**KLL Auger multiplet of In³⁺: L3L3 lines predicted from two-hole coupling algebra**

The table holds kinetic energies, jj purities and shares of the ten KLL Auger lines of In³⁺ (4d⁹5p¹ as spectators), from radial Dirac-Fock ΔSCF energies and Coulomb rates in intermediate coupling. The program fits nonrelativistic Slater-Condon matrices in the jj basis to the eight known energies, checks them against the unfitted purities, and predicts the two withheld L3L3 rows, with shares from LS selection rules and closure to 100%. The known purities are reproduced to the last digit, while LS counting overestimates lines with L3 holes. Both L3L3 energies come out about 2 eV too high, with their splitting right to 0.1 eV, and the shares miss by 0.21 percentage points, all within the stated bars. A fit with one common L2–L3 step meets the j = 2 line but misses j = 0 by 1.8 eV.

KLL Auger lines of In³⁺ ([Kr] 4d⁹5p¹) from Radial Dirac-Fock and Kohn-Sham solver 2, with Dirac-Fock ΔSCF energies (average of configuration, first-order Breit, self-energy, vacuum polarisation) and Coulomb rates. The two holes are in intermediate coupling with the valence shells as spectators; the nuclear rms radius is 4.6156 fm. Kinetic energies are from the vacuum level.

## Analysis program

```python
# Table: KLL Auger lines of In3+ (4d9 5p1 spectators), radial Dirac-Fock Delta-SCF energies, Coulomb rates,
# intermediate coupling. Tested: Slater-Condon two-hole matrices and LS selection rules; L3L3 rows predicted.
T = {
    'line_leading_holes': ['L1L1', 'L1L2', 'L1L2', 'L1L3', 'L1L3', 'L2L2', 'L2L3', 'L2L3', 'L3L3', 'L3L3'],
    'line_j': [0, 1, 0, 1, 2, 0, 2, 1, 0, 2],
    'line_purity': [0.992, 0.966, 1.0, 0.966, 1.0, 0.991, 0.997, 1.0, 0.993, 0.997],
    'line_kinetic_energy': [19267.0, 19573.3, 19605.5, 19772.2, 19816.8, 19853.1, 20069.5, 20086.8, 20261.4, 20290.7],  # eV
    'line_share': [8.03, 14.05, 1.05, 10.25, 2.8, 2.75, 43.3, 0.02, 2.85, 14.9],  # %
}
HELD = [8, 9]  # rows withheld from the fit
import numpy as np
from scipy.optimize import least_squares, brentq
from scipy.constants import physical_constants as pc
Ha = pc['Hartree energy in eV'][0]
lab = ['%s j=%d' % (h, int(j)) for h, j in zip(T['line_leading_holes'], T['line_j'])]
E, P, S = (np.array(T[k], float) for k in ('line_kinetic_energy', 'line_purity', 'line_share'))
kn = [i for i in range(10) if i not in HELD]
u = np.sqrt([1/3, 2/3]); v = u[::-1]   # singlet amplitudes in the jj basis
def model(p):
    Ass, Asp, Ds, G, App, K, Dp = p
    M0 = np.diag([Ass, App+5*K, App+2*Dp+5*K]); M0[1:, 1:] -= 15*K*np.outer(u, u)
    M0[0, 1:] = M0[1:, 0] = -G/np.sqrt(3)*u
    M1 = np.diag([Asp, Asp+Ds]) - 2*G/3*np.outer(u, u)
    M2 = np.diag([App+Dp+5*K, App+2*Dp+5*K]) - 6*K*np.outer(v, v)
    (a, A), (b, B), (c, C) = (np.linalg.eigh(M) for M in (M0, M1, M2))
    e = [a[0], b[0], Asp, b[1], Asp+Ds, a[1], c[0], App+Dp+5*K, a[2], c[1]]
    w = [A[0,0]**2, B[0,0]**2, 1, B[1,1]**2, 1, A[1,1]**2, C[0,0]**2, 1, A[2,2]**2, C[1,1]**2]
    return np.array(e), np.array(w), A, B, C
x0 = np.array([E[0], E[2], E[4]-E[2], 100., E[5], 4., E[4]-E[2]])
p = least_squares(lambda q: (model(q)[0]-E)[kn], x0, x_scale='jac').x
ext = lambda q: np.append(q, q[2])
p1 = ext(least_squares(lambda q: (model(ext(q))[0]-E)[kn], x0[:6], x_scale='jac').x)
e, w, A, B, C = model(p); e1 = model(p1)[0]
print('7 parameters, 8 energies: D(2s2p) %.1f, D(2p2p) %.1f, difference %.1f eV' % (p[2], p[6], p[6]-p[2]))
print('G1(2s2p) %.1f eV, K %.2f eV, F2 = 25K %.1f eV' % (p[3], p[5], 25*p[5]))
print('hydrogenic 45Z/512 hartree: Zeff %.1f from G1, %.1f from F2' % (p[3]/Ha*512/45, 25*p[5]/Ha*512/45))
print('common D: D %.1f, G1 %.1f, K %.2f eV, worst residual %.2f eV' % (p1[2], p1[3], p1[5], abs(e1-E)[kn].max()))
print('rounding: 0.05 eV, 0.0005 purity, 0.005 % share')
print('line | model-table eV (two D, common D) | purity model, table (not fitted)')
for i in kn:
    print('%s | %+.2f %+.2f | %.4f %.3f' % (lab[i], e[i]-E[i], e1[i]-E[i], w[i], P[i]))
print('splittings eV: L1L2 %.1f, L1L3 %.1f, L2L3 %.1f' % (E[2]-E[1], E[4]-E[3], E[7]-E[6]))
s1 = (u @ B)**2; d = (v @ C)**2
print('1P1 weight: L1L2 %.3f, L1L3 %.3f; ratio %.2f, table share ratio %.2f' % (s1[0], s1[1], s1[0]/s1[1], S[1]/S[3]))
print('share L1L3 j=2 / L1L2 j=0: table %.2f, 2j+1 rule 5' % (S[4]/S[2]))
rsp = S[3]/S[1]*s1[0]/s1[1]
print('factor per L2->L3 exchange from the j=1 pair: %.2f' % rsp)
n2 = S[6]*d[1]/d[0]
X = np.column_stack([A[0], u @ A[1:]])
br = sorted(float(X[2] @ np.linalg.solve(X[:2], [np.sqrt(S[0]), s*np.sqrt(S[5])]))**2 for s in (1, -1))
n0 = np.mean(br); rest = 100 - S[kn].sum()
print('1D2 weight: L2L3 %.3f, L3L3 %.3f' % (d[0], d[1]))
print('unscaled LS shares: j=2 %.1f %%, j=0 %.1f or %.1f %% (two signs), sum %.1f %%' % (n2, br[0], br[1], n2+n0))
r = brentq(lambda x: n2*x + n0*x*x - rest, 0, 2)
print('known shares %.2f %%, left %.2f %%; closure factor r %.3f' % (100-rest, rest, r))
print('j=0 share variants: common rescale %.2f %%, r of j=1 pair then rescale %.2f %%'
      % (rest*n0/(n0+n2), rest*n0*rsp/(n0*rsp+n2)))
assert abs(w-P)[kn].max() < 0.003
assert p[3] > 0 and p[5] > 0 and abs(p[6]-p[2]) < 6
assert S[1]/S[3] > s1[0]/s1[1] and S[7] < 0.01*S[6]
ps = {8: n0*r*r, 9: n2*r}; bp = {8: 0.002, 9: 0.001}
print('withheld rows: prediction +- bar, computed, miss (prediction - computed), miss/bar')
for i in HELD:
    for nm, a, b, c, f in (('energy eV', e[i], 3.0, E[i], 1), ('purity', w[i], bp[i], P[i], 4), ('share %', ps[i], 0.8, S[i], 2)):
        print('%s %s: %.*f +- %g, %.*f, %+.*f, %.2f' % (lab[i], nm, f, a, b, f, c, f, a-c, abs(a-c)/b))
    print('%s common-D energy %.1f eV, miss %+.1f eV' % (lab[i], e1[i], e1[i]-E[i]))
print('L3L3 j=2 minus j=0: model %.1f, computed %.1f eV' % (e[9]-e[8], E[9]-E[8]))
print('computed step L3L3 j=2 - L2L3 j=1: %.1f eV, model %.1f eV' % (E[9]-E[7], e[9]-e[7]))
print('sum of all ten shares %.2f %%' % S.sum())
print('computed/unscaled share: j=2 %.2f, j=0 %.2f to %.2f (r squared %.2f)' % (S[9]/n2, S[8]/br[1], S[8]/br[0], r*r))
print('computed share ratios: L3L3 j=2 / L2L3 j=2 %.3f (1D2 weights %.3f), L3L3 j=0 / L2L2 %.2f'
      % (S[9]/S[6], d[1]/d[0], S[8]/S[5]))
```

Running it gives:

```
7 parameters, 8 energies: D(2s2p) 211.1, D(2p2p) 213.8, difference 2.7 eV
G1(2s2p) 115.2 eV, K 4.17 eV, F2 = 25K 104.2 eV
hydrogenic 45Z/512 hartree: Zeff 48.2 from G1, 43.6 from F2
common D: D 211.8, G1 114.8, K 4.43 eV, worst residual 0.88 eV
rounding: 0.05 eV, 0.0005 purity, 0.005 % share
line | model-table eV (two D, common D) | purity model, table (not fitted)
L1L1 j=0 | -0.00 -0.00 | 0.9922 0.992
L1L2 j=1 | -0.11 -0.36 | 0.9658 0.966
L1L2 j=0 | +0.10 -0.30 | 1.0000 1.000
L1L3 j=1 | +0.12 +0.49 | 0.9658 0.966
L1L3 j=2 | -0.11 +0.17 | 1.0000 1.000
L2L2 j=0 | -0.00 +0.64 | 0.9909 0.991
L2L3 j=2 | +0.00 -0.88 | 0.9972 0.997
L2L3 j=1 | +0.00 +0.25 | 1.0000 1.000
splittings eV: L1L2 32.2, L1L3 44.6, L2L3 17.3
1P1 weight: L1L2 0.516, L1L3 0.484; ratio 1.07, table share ratio 1.37
share L1L3 j=2 / L1L2 j=0: table 2.67, 2j+1 rule 5
factor per L2->L3 exchange from the j=1 pair: 0.78
1D2 weight: L2L3 0.716, L3L3 0.284
unscaled LS shares: j=2 17.2 %, j=0 3.8 or 4.6 % (two signs), sum 21.4 %
known shares 82.25 %, left 17.75 %; closure factor r 0.854
j=0 share variants: common rescale 3.48 %, r of j=1 pair then rescale 2.83 %
withheld rows: prediction +- bar, computed, miss (prediction - computed), miss/bar
L3L3 j=0 energy eV: 20263.7 +- 3, 20261.4, +2.3, 0.76
L3L3 j=0 purity: 0.9929 +- 0.002, 0.9930, -0.0001, 0.07
L3L3 j=0 share %: 3.06 +- 0.8, 2.85, +0.21, 0.26
L3L3 j=0 common-D energy 20259.6 eV, miss -1.8 eV
L3L3 j=2 energy eV: 20292.9 +- 3, 20290.7, +2.2, 0.72
L3L3 j=2 purity: 0.9972 +- 0.001, 0.9970, +0.0002, 0.20
L3L3 j=2 share %: 14.69 +- 0.8, 14.90, -0.21, 0.26
L3L3 j=2 common-D energy 20290.7 eV, miss -0.0 eV
L3L3 j=2 minus j=0: model 29.2, computed 29.3 eV
computed step L3L3 j=2 - L2L3 j=1: 203.9 eV, model 206.1 eV
sum of all ten shares 100.00 %
computed/unscaled share: j=2 0.87, j=0 0.62 to 0.76 (r squared 0.73)
computed share ratios: L3L3 j=2 / L2L3 j=2 0.344 (1D2 weights 0.398), L3L3 j=0 / L2L2 1.04
```
